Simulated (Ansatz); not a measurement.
**Relative energies of CH6GaN isomers**

2 of its isomers, all singlets with charge 0: A = `[CH3][GaH][NH2]`; B = `C[NH][GaH2]`.

Shapes, held fixed at every level: PBE0-D4/def2-TZVP. Programs: Ansatz 0.2.0.

Electronic energies in kJ/mol, without zero-point or thermal terms.

| level | kind | B − A |
| --- | --- | --- |
| HF/def2-SVP | Hartree–Fock | +53.8 |
| SPW92/def2-TZVPP | LDA | +64.2 |
| BHLYP-D4/def2-TZVPP | global hybrid | +69.6 |
| PBE0-D4/def2-TZVPP | global hybrid | +70.4 |
| r2SCAN0-D4/def2-TZVPP | global hybrid | +73.9 |
| wB97X-V/def2-TZVPP | range-separated hybrid | +69.4 |
| CCSD/def2-SVP | coupled cluster or CI | +53.9 |
| CCSD(T)/def2-TZVPP | coupled cluster or CI | +73.5 |

The highest level, CCSD(T)/def2-TZVPP, puts A lowest of these. All levels agree on that. The B − A difference spans +53.8 to +73.9 kJ/mol over the levels. Relativity is left out for Ga. Outer-core shells of Ga are correlated, in sets that cover them unevenly.

The methylgallium amide A lies well below the N-methyl amide B, and the order does not depend on the treatment of correlation. Both isomers keep a Ga–N bond, with a nitrogen lone pair next to a formally empty gallium p orbital, so π donation should largely cancel. What changes is that A's Ga–C and N–H bonds are exchanged for C–N and Ga–H bonds in B. The preference for A probably stems mainly from the strong, polar N–H bond, which the C–N bond gained in B does not match.

In the small basis, Hartree–Fock and CCSD nearly coincide, at +53.8 and +53.9 kJ/mol, so correlation at that level almost cancels between the isomers. The larger values in the triple-zeta sets, +64.2 kJ/mol even with LDA, therefore suggest that basis incompleteness is the main reason for the low pair, although the contribution of triples is not isolated. The energies establish a preference between isolated monomers, not a barrier to their interconversion or the order after association through Ga–N bridges.
